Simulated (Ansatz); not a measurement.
# C4H3F3: which of these isomers lies lowest?

3 of its isomers, all singlets with charge 0: A = `FC1=CC(F)C1F`; B = `CC#CC(F)(F)F`; C = `FCC#CC(F)F`.

Shapes, held fixed at every level: PBE0-D4/def2-TZVP. Programs: Ansatz 0.2.0.

A:

```xyz
10

F    -0.0616   -0.9351   -2.2180
C    -0.0750   -0.5287   -0.9713
C    -0.2840   -1.1329    0.1947
C     0.0644    0.1210    0.9467
F    -0.9203    0.6089    1.7733
C     0.1722    0.8373   -0.4261
F     1.3824    1.4047   -0.7249
H    -0.5851   -2.1199    0.5127
H     1.0048    0.1152    1.5018
H    -0.6145    1.5783   -0.5858
```

B:

```xyz
10

C     0.6198   -1.5569    1.2448
C     0.1946   -0.4791    0.3801
C    -0.1591    0.4143   -0.3368
C    -0.5847    1.4997   -1.2066
F     0.4615    2.1555   -1.7229
F    -1.3296    2.3953   -0.5475
F    -1.3178    1.0501   -2.2321
H     0.3412   -2.5236    0.8193
H     0.1531   -1.4672    2.2284
H     1.7041   -1.5392    1.3762
```

C:

```xyz
10

F    -2.8516   -0.1619    0.1670
C    -1.8417    0.6431    0.6470
C    -0.5420    0.1861    0.1917
C     0.5458   -0.1681   -0.1690
C     1.8369   -0.6482   -0.6413
F     2.4749    0.3121   -1.3541
F     2.6376   -0.9782    0.4013
H    -1.8822    0.6298    1.7406
H    -2.0227    1.6651    0.3000
H     1.7281   -1.5309   -1.2800
```

Electronic energies in kJ/mol, without zero-point or thermal terms.

**Question.** From chemical knowledge, estimate the order of stability.

**Answer.** B < A < C in rising energy, over a span of 73 kJ/mol, by CCSD(T)/CBS estimate. All levels agree on that. The B − A difference spans -60.6 to -12.7 kJ/mol over the levels. The CBS estimate extrapolates MP2 from def2-TZVPP and def2-QZVPP and adds CCSD(T) − MP2 in the triple-zeta set, cores frozen.

```tsv
level	kind	B − A	C − A
SPW92/def2-TZVPP	LDA	-12.7	+74.9
B3LYP-D4/def2-TZVPP	global hybrid	-38.6	+30.8
BHLYP-D4/def2-TZVPP	global hybrid	-38.3	+34.1
PBE0-D4/def2-TZVPP	global hybrid	-18.6	+58.6
B2PLYP/def2-TZVPP	double hybrid	-47.3	+24.4
MP2/def2-TZVPP	perturbation theory	-49.1	+28.8
CCSD/def2-SVP	coupled cluster or CI	-60.6	+27.2
CCSD(T)/CBS estimate	coupled cluster or CI	-35.9	+37.1
```

Gathering all three fluorines on one carbon is what puts B lowest. B and C share the but-2-yne skeleton, so the gap between them mainly reflects fluorine placement: geminal C–F bonds reinforce one another through lone-pair donation into neighbouring C–F σ* orbitals and through electrostatic attraction to the strongly positive carbon. A CF3 group gains more from this than a CHF2 and a CH2F group kept apart.

A lies between them because its ring strain is offset by having one π bond fewer than an alkyne. That it falls below C suggests that fluorine is better placed on its vinylic and secondary ring carbons than at the propargylic positions of C.

The levels disagree more about the ring relative to either alkyne than about the two alkynes relative to each other, as expected when bond types change. B3LYP and BHLYP nearly coincide despite their different shares of exact exchange, so that share alone probably doesn't control the spread. Open-chain fluorinated butadienes, the natural ring-opening products of A, could lie lower still.
